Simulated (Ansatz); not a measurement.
# C3H2F4: which of these isomers lies lowest?

2 of its isomers, all singlets with charge 0: A = `F/C=C(\F)C(F)F`; B = `FC1C(F)C1(F)F`.

Shapes, held fixed at every level: PBE0-D4/def2-TZVP. Flexible molecules stand in one conformer, not always the lowest. Programs: Ansatz 0.2.0.

A:

```xyz
9

F    -1.0798   -0.2924   -2.3098
C    -0.5700    0.2585   -1.2181
C    -0.0662   -0.4735   -0.2394
F    -0.0329   -1.8028   -0.2907
C     0.5330    0.0774    1.0112
F     0.5619    1.4273    0.9610
F    -0.2126   -0.2855    2.0833
H    -0.5957    1.3384   -1.1902
H     1.5509   -0.2937    1.1757
```

B:

```xyz
9

F    -0.9032   -0.4722    1.7003
C     0.0466   -0.4636    0.7433
C    -0.3713   -0.3664   -0.7027
F     0.2512   -1.1369   -1.6175
C     0.3354    0.7699   -0.0439
F    -0.3541    1.8871    0.1805
F     1.6058    1.0354   -0.3432
H     0.9078   -1.0906    0.9585
H    -1.4297   -0.2089   -0.8925
```

Electronic energies in kJ/mol, without zero-point or thermal terms.

```json
{"level": "HF/def2-TZVPP", "kind": "Hartree–Fock", "B − A": "+83.1"}
{"level": "SPW92/def2-TZVPP", "kind": "LDA", "B − A": "+56.9"}
{"level": "wB97X-V/def2-TZVPP", "kind": "range-separated hybrid", "B − A": "+61.1"}
{"level": "MP2/def2-SVP", "kind": "perturbation theory", "B − A": "+62.3"}
{"level": "MP2/def2-TZVPP", "kind": "perturbation theory", "B − A": "+72.9"}
{"level": "CCSD(T)/def2-TZVPP", "kind": "coupled cluster or CI", "B − A": "+77.7"}
{"level": "CCSD/def2-TZVPP", "kind": "coupled cluster or CI", "B − A": "+75.8"}
{"level": "CCSD(T)/CBS estimate", "kind": "coupled cluster or CI", "B − A": "+78.5"}
```

The highest level, CCSD(T)/CBS estimate, puts A lowest of these. All levels agree on that. The B − A difference spans +56.9 to +83.1 kJ/mol over the levels. The CBS estimate extrapolates MP2 from def2-TZVPP and def2-QZVPP and adds CCSD(T) − MP2 in the triple-zeta set, cores frozen.

The open-chain propene lies well below the cyclopropane, by +78.5 kJ/mol at the highest level, a gap too wide for the choice of method to overturn. Ring closure trades the C=C π bond for a C–C σ bond, but the gain is outweighed by angle strain and eclipsing in the three-membered ring. Fluorine probably adds to that strain, since it favours carbon p character in the C–F bonds while the ring bonds demand it too. Geminal C–F stabilisation should matter less here, as each isomer has one CF2 unit.

Correlation favours the compact ring: Hartree–Fock puts the gap at +83.1 kJ/mol, CCSD(T) in the same basis at +77.7. MP2 overshoots this correction, giving +72.9, and its small-basis value of +62.3 shows that the polarisation and correlation space also matters. Both density functionals favour the ring more strongly still.

The ordering does not make A the most stable C3H2F4 isomer: propenes with a CF3 group, such as 2,3,3,3-tetrafluoropropene, would be expected to lie lower because geminal fluorines reinforce one another.
